\section*{Image-force lowering and collection probability at a metal--oxide barrier}

An electron that leaves the gate of a charge-trap cell over the top of the blocking-oxide barrier meets two effects within the first nanometre. The barrier is lower than the band offset, because the electron attracts its own induced charge in the metal. And an electron with enough energy can still be lost if it scatters before it reaches the top. I shall derive both results, and then put in numbers for TiN on Al$_2$O$_3$ at 6~MV/cm.

\subsection*{Premises and conventions}

The metal fills $x<0$ and the oxide $x>0$. The charge $q$ is positive, so the electron carries $-q$. Energies are counted from the metal Fermi level, and $\phi$ is the oxide conduction-band edge at zero field, far from the metal. Formulae are in SI form with $\varepsilon=\varepsilon_r\varepsilon_0$; numbers are in eV, nm and MV/cm. The premises are these.
(1) The interface is flat and abrupt, and the metal is an equipotential at every instant.
(2) The oxide is a linear isotropic continuum with one permittivity $\varepsilon$.
(3) The applied field is uniform, of magnitude $F$, and pulls electrons away from the metal.
(4) The electron is a classical particle in an isotropic parabolic band of mass $m^*$.
(5) Scattering events are independent, with a constant mean free path $\lambda_{\rm ox}$.
(6) The first scattering event is decisive: it leaves the electron on the side of the barrier top where it occurs.
The lowering needs (1) to (3); collection needs all six.

\subsection*{The image potential}

Put the electron at $x=d$, and let $\rho$ be the distance from the normal through it. Try
\begin{equation}
V(x,\rho)=-\frac{q}{4\pi\varepsilon}\left[\frac{1}{\sqrt{(x-d)^2+\rho^2}}-\frac{1}{\sqrt{(x+d)^2+\rho^2}}\right].
\end{equation}
The first term solves Poisson's equation for the electron. The second is singular only at $x=-d$, so it solves Laplace's equation in the oxide. The two cancel on $x=0$ and vanish at infinity, and uniqueness makes this the solution. Gauss's law gives the free charge on the metal,
\begin{equation}
\sigma(\rho)=-\varepsilon\,\frac{\partial V}{\partial x}\Big|_{x=0}=\frac{q\,d}{2\pi(\rho^2+d^2)^{3/2}},\qquad \int_0^\infty \sigma\,2\pi\rho\,d\rho=q .
\end{equation}
Free and bound charge at the interface add up to $\sigma/\varepsilon_r$. Their field at the electron is normal to the interface,
\begin{equation}
E_x=\int_0^\infty \frac{\sigma\,2\pi\rho\,d\rho}{4\pi\varepsilon}\,\frac{d}{(\rho^2+d^2)^{3/2}}=\frac{q}{16\pi\varepsilon d^2}.
\end{equation}
The bound charge at the electron itself is symmetric about it and exerts no force. The force is thus $f(x)=-A/x^2$ with $A=q^2/(16\pi\varepsilon)$, and the energy relative to infinity is
\begin{equation}
U_{\rm im}(x)=\int_x^\infty f(s)\,ds=-\frac{A}{x}.
\end{equation}
The applied potential solves Laplace's equation and is constant on the metal, so it simply adds:
\begin{equation}
U(x)=\phi-qFx-\frac{q^2}{16\pi\varepsilon x}.
\end{equation}

\emph{Question: Two charges a distance $2x$ apart have energy $-q^2/(8\pi\varepsilon x)$. Where did the factor two go?}

The image is no independent charge. The induced potential at the electron is proportional to the electron's own charge. Charge the particle up from zero, and the work $\int V\,dq'$ is half the final charge times the final induced potential. That is $-q^2/(16\pi\varepsilon x)$, as the force integral gave.

\subsection*{The barrier top}

Setting $U'(x)=-qF+A/x^2$ to zero gives
\begin{equation}
x_0=\sqrt{\frac{A}{qF}}=\sqrt{\frac{q}{16\pi\varepsilon F}} .
\end{equation}
Since $U''=-2A/x^3<0$ everywhere, this is the only extremum and it is a maximum. There $A/x_0=qFx_0$, so field and image contribute equally, and $U_m=U(x_0)=\phi-\Delta\phi$ with
\begin{equation}
\Delta\phi=2qFx_0=2\sqrt{AqF}=q\sqrt{\frac{qF}{4\pi\varepsilon}} .
\end{equation}
This is Schottky lowering. With $q^2/(4\pi\varepsilon_0)=1.440$~eV\,nm,
\begin{equation}
x_0=\frac{1.897\ {\rm nm}}{\sqrt{\varepsilon_r\,F/({\rm MV/cm})}},\qquad
\Delta\phi=3.795\times10^{-4}\ {\rm eV}\,\sqrt{\frac{F/({\rm V/cm})}{\varepsilon_r}} .
\end{equation}
The depth below the top has an exact form. With $A=qFx_0^2$ and $u=x/x_0$,
\begin{equation}
D(u)=U_m-U(x)=qF\,\frac{(x-x_0)^2}{x}=\frac{\Delta\phi}{2}\,\frac{(u-1)^2}{u}.
\end{equation}
The region $u<1$ is the image well, where the net force points back to the metal.

\emph{Question: Which permittivity? For alumina the static and optical values are far apart.}

The one that belongs to the time scale of the passage. Near the top, $m^*\ddot x=-U'(x)\simeq(2A/x_0^3)(x-x_0)$, so the electron approaches and leaves as $e^{\mp\omega t}$ with
\begin{equation}
\omega^2=\frac{2A}{m^*x_0^3}=\frac{2qF}{m^*x_0}.
\end{equation}
If $\omega$ lies well above the optical-phonon frequencies, the ions cannot follow. If $\hbar\omega$ lies well below the gap, the valence electrons can. Then $\varepsilon_r=\varepsilon_\infty$. For SiO$_2$ a typical $\varepsilon_\infty=2.15$ gives the coefficient $2.59\times10^{-4}$~eV per $\sqrt{\rm V/cm}$, while the typical static value 3.9 would give $1.92\times10^{-4}$. We shall test the inequality for alumina below.

\emph{Question: Does that SiO$_2$ coefficient hold for a silicon emitter too?}

Not from these premises. If the emitter responds as a dielectric $\varepsilon_s$, continuity of $V$ and of the normal displacement gives an image charge $q(\varepsilon_s-\varepsilon)/(\varepsilon_s+\varepsilon)$, and $A$ takes that factor. With a typical 11.7 for silicon the factor is 0.69, and $x_0$ and $\Delta\phi$ shrink by its root, 0.83. The coefficient I quoted is the metal-emitter limit.

\subsection*{Collection probability}

Take an electron moving along the normal with energy $\epsilon>0$ above $U_m$. Let $S(x)$ be the probability that it has not scattered up to $x$. By premise (5) the chance of scattering in $dx$ is $dx/\lambda_{\rm ox}$, whatever happened before, so
\begin{equation}
\frac{dS}{dx}=-\frac{S}{\lambda_{\rm ox}},\qquad S(0)=1,\qquad S(x)=e^{-x/\lambda_{\rm ox}} .
\end{equation}
By premise (6) an electron is collected if and only if its first event lies beyond $x_0$. The first event has the density $-dS/dx$, so
\begin{equation}
P=\int_{x_0}^\infty e^{-x/\lambda_{\rm ox}}\frac{dx}{\lambda_{\rm ox}}=\exp\left(-\frac{x_0}{\lambda_{\rm ox}}\right)
=\exp\left(-\frac{1}{\lambda_{\rm ox}}\sqrt{\frac{q}{16\pi\varepsilon F}}\right).
\end{equation}
This form goes back to Berglund and Powell (1971), who treated photoinjection into SiO$_2$. A higher field helps twice: it lowers the top and pulls it closer. The two effects separate in an internal-photoemission experiment. The threshold falls linearly in $F^{1/2}$, with a slope that fixes $\varepsilon$, and at fixed $\epsilon$ the logarithm of the yield is linear in $F^{-1/2}$, with a slope that then fixes $\lambda_{\rm ox}$.

\emph{Question: Premise (6) carries the whole result. Why should one collision decide?}

Take two mechanisms. The first is emission of an optical phonon of energy $\hbar\omega_{\rm ph}>\epsilon$. Afterwards the total energy is below $U_m$, and a classical electron cannot cross the top in either direction unless it absorbs a phonon. Premise (6) is then exact. It is premise (5) that suffers, since emission needs kinetic energy $\epsilon+D(u)\ge\hbar\omega_{\rm ph}$. For $\epsilon\to0$ it is allowed inside the well only for $u<u_-$, where $D(u_-)=\hbar\omega_{\rm ph}$. That condition reads $u^2-(2+r)u+1=0$, whence
\begin{equation}
u_-=\tfrac12\left[2+r-\sqrt{(2+r)^2-4}\right],\qquad r=\frac{2\hbar\omega_{\rm ph}}{\Delta\phi},
\end{equation}
and the exponent becomes $u_-x_0/\lambda_{\rm ox}$.

The second is elastic isotropic scattering. The kinetic energy $\epsilon+D$ is sent in a random direction at angle $\theta$ to the normal. In-plane momentum is conserved afterwards, so crossing the top needs motion towards it with $(\epsilon+D)\cos^2\theta\ge D$. The solid-angle fraction is $\frac12\int_0^{\theta_c}\sin\theta\,d\theta$, that is
\begin{equation}
g(u)=\frac12\left[1-\sqrt{\frac{D}{\epsilon+D}}\right]=\frac12\left[1-\frac{|u-1|}{\sqrt{\eta u+(u-1)^2}}\right],\qquad \eta=\frac{2\epsilon}{\Delta\phi}.
\end{equation}
For $u<1$ this is a gain, electrons that still escape. For $u>1$ it is a loss, electrons thrown back. Counting one collision only, with $\kappa=x_0/\lambda_{\rm ox}$,
\begin{equation}
P_1=e^{-\kappa}+G-L,\qquad G=\kappa\int_0^1 e^{-\kappa u}g\,du,\qquad L=\kappa\int_1^\infty e^{-\kappa u}g\,du .
\end{equation}
As $\eta\to0$, $g$ vanishes except near $u=1$, which is premise (6). In that neighbourhood put $v=|u-1|$ and $\eta u\simeq\eta$. Each side contributes
\begin{equation}
\int_0^\infty\frac12\left[1-\frac{v}{\sqrt{\eta+v^2}}\right]dv=\frac12\Big[v-\sqrt{\eta+v^2}\Big]_0^\infty=\frac{\sqrt\eta}{2},
\end{equation}
so $G$ and $L$ cancel at order $\sqrt\eta$. The leading remainder also comes from near the top. For $\sqrt\eta\ll v\ll1$ we have $g\simeq\eta u/(4v^2)$, and with $u=1\pm v$ the integrand $e^{-\kappa u}g$ on the outer side exceeds that on the inner side by $(1-\kappa)e^{-\kappa}\eta/(2v)$. Integrating from $\sqrt\eta$ to 1 gives
\begin{equation}
L-G\simeq\kappa e^{-\kappa}(1-\kappa)\,\frac{\eta}{4}\ln\frac1\eta ,
\end{equation}
so as $\eta\to0$ the loss wins for $\kappa<1$ and the gain for $\kappa>1$. The next terms are of order $\eta$. One of them is the loss from the tail $g\simeq\eta/(4u)$ at large $u$, about $\kappa(\eta/4)\ln(1/\kappa)$ for small $\kappa$.

\emph{Question: And electrons that enter obliquely?}

Let $\epsilon_\parallel$ be the conserved in-plane energy and $\epsilon_x$ the normal excess at the top. The path element is $dx/\cos\theta$, with $\tan^2\theta=\epsilon_\parallel/(\epsilon_x+D)$, so $x_0$ in the exponent is replaced by
\begin{equation}
s=x_0\int_0^1\sqrt{1+\frac{\epsilon_\parallel}{\epsilon_x+D(u)}}\;du .
\end{equation}
Deep in the well $D$ is large and the track is nearly normal, so the excess path comes from near the top.

\subsection*{TiN on Al$_2$O$_3$ at 6 MV/cm}

The compiled measured values for corundum are $\varepsilon_\infty=3.1$ (mean; Skone 2014), a static constant of 11.614 along $c$ (Stokey 2021), a Debye temperature of 1047~K (Wikipedia) and a lattice constant $a=0.47589$~nm (Lallet 2009). The assumed inputs are $\phi=3.0$~eV, $m^*=0.4\,m_0$, a thickness $t=10$~nm, and $\lambda_{\rm ox}=2$~nm with a range of 1 to 3~nm. The results are the model's, not the material's.

Here $qF=0.6$~eV/nm and $A=0.116$~eV\,nm, so
\begin{equation}
x_0=0.44\ {\rm nm},\qquad \Delta\phi=0.53\ {\rm eV},\qquad U_m=2.5\ {\rm eV}.
\end{equation}
The coefficient is $2.16\times10^{-4}$~eV per $\sqrt{\rm V/cm}$. The collection probability is 0.64, 0.80 and 0.86 for $\lambda_{\rm ox}=1$, 2 and 3~nm.

Now the time scale. We get $\hbar\omega=0.72$~eV and $1/\omega=0.9$~fs. I use $k_B\Theta_D=0.090$~eV as the scale of $\hbar\omega_{\rm ph}$. The ratio is 8.0, and the gap, typically several eV, lies far above 0.72~eV, so $\varepsilon_\infty$ is the right choice. The static constant would have given 0.27~eV and 0.23~nm. A real blocking layer is a deposited film, not corundum. With a typical film value $\varepsilon_\infty=2.7$ both results rise by 7 per cent, to 0.57~eV and 0.47~nm.

Next the corrections to $P$ at $\lambda_{\rm ox}=2$~nm, where $\kappa=0.22$ and the lost fraction $1-P$ is 0.20. For elastic scattering at $\eta=0.1$, which means $\epsilon=0.026$~eV, quadrature gives $G=0.020$ and $L=0.033$, a net $-0.013$, and $P_1=0.79$. For oblique entry with $\epsilon_\parallel=\epsilon_x=0.026$~eV, $s=1.14\,x_0$ and $P=0.78$. Both are small. The emission threshold is not: $r=0.34$ and $u_-=0.56$, so $P=0.88$ and the lost fraction drops to 0.12. Phonon absorption is weak at 300~K, where the occupation at that energy is 0.03. A $\lambda_{\rm ox}$ taken from a yield plot is therefore an effective length that has absorbed such factors.

\emph{Question: The potential diverges at the metal, and your $x_0$ is shorter than a lattice constant. Do you believe the continuum?}

Only in part. The divergence is harmless for the top. $U=0$ means $qFx^2-\phi x+A=0$, and with $4AqF=\Delta\phi^2$ the inner root is
\begin{equation}
x_1=\frac{\phi-\sqrt{\phi^2-\Delta\phi^2}}{2qF}=0.039\ {\rm nm}.
\end{equation}
Closer in, the formula falls below the Fermi level and must give way to the metal's own potential, but that is under a tenth of $x_0$. The position of the image plane matters more. If the origins of the image term and of the field term shift together, $\Delta\phi$ is unchanged. If they differ by an assumed $\delta=0.1$~nm, $U_m$ moves by $qF\delta=0.06$~eV. Premise (1) also needs a fast metal. An oscillator of frequency $\omega_s$ driven as $e^{\omega t}$ responds with $1/(1+\omega^2/\omega_s^2)$ of its static amplitude. With an assumed interface-plasmon energy of 2~eV for TiN, $\omega^2/\omega_s^2=0.13$, a rough measure of how much weaker $A$ may be.

\emph{Question: What of the layers on the far side of the oxide?}

Take the strong case of a second metal at $x=t$. Repeated reflection in both planes gives
\begin{equation}
U_{\rm im}=-\frac{q^2}{8\pi\varepsilon}\left[\frac{1}{2x}+\sum_{n=1}^\infty\left(\frac{nt}{n^2t^2-x^2}-\frac{1}{nt}\right)\right].
\end{equation}
For $x\ll t$ each term is $x^2/(nt)^3$, so the relative correction is $2\zeta(3)(x/t)^3$, which is $2.0\times10^{-4}$ at $x_0$. It is negligible.

\emph{Question: Is a classical particle defensible at all here?}

This is the weakest premise. A parabolic barrier of curvature frequency $\omega$ transmits
\begin{equation}
T(\epsilon)=\frac{1}{1+\exp(-2\pi\epsilon/\hbar\omega)},
\end{equation}
so the classical step is smeared over $\hbar\omega/2\pi=0.11$~eV, larger than the excess energy I used above. The parabola holds only if $\ell=\sqrt{\hbar/(m^*\omega)}$ is small against $x_0$. From $m^*\omega^2x_0^2=2qFx_0=\Delta\phi$,
\begin{equation}
\left(\frac{\ell}{x_0}\right)^2=\frac{\hbar\omega}{\Delta\phi}=\sqrt{\frac{a_{\rm im}}{2x_0}},\qquad a_{\rm im}=\frac{\hbar^2}{m^*A}.
\end{equation}
Here $\ell=0.51$~nm and $a_{\rm im}=1.64$~nm. So $\ell$ exceeds $x_0$, and the smearing itself is good only as an order of magnitude.

\subsection*{Range of validity}

The classical top is well defined when $x_0\gg a_{\rm im}/2$, that is $F\ll F_c=4A/(qa_{\rm im}^2)$, which is 1.7~MV/cm for these inputs. The optical permittivity needs $\omega\gg\omega_{\rm ph}$. Since $\omega\propto F^{3/4}$, equality comes at 0.4~MV/cm, and below it the lattice begins to screen. The window between the two fields is narrow, and neither inequality holds in it by a wide margin. The exponential further needs $\epsilon\ll\Delta\phi$, and $x_0$ no larger than about $\lambda_{\rm ox}$, since repeated elastic scattering in a wide well turns the passage into diffusion. $F$ is the field at the interface, and trapped charge within $x_0$ of it breaks premise (3). $P$ describes electrons excited above $U_m$ by light or by heating. Electrons near the Fermi level tunnel through the whole barrier, and $P$ does not apply to them. At 6~MV/cm TiN/Al$_2$O$_3$ lies above the window. The model's lowering should be read as 0.5~eV with an uncertainty near 0.1~eV, and its collection probability, for the assumed 2~nm, as 0.8 to 0.9.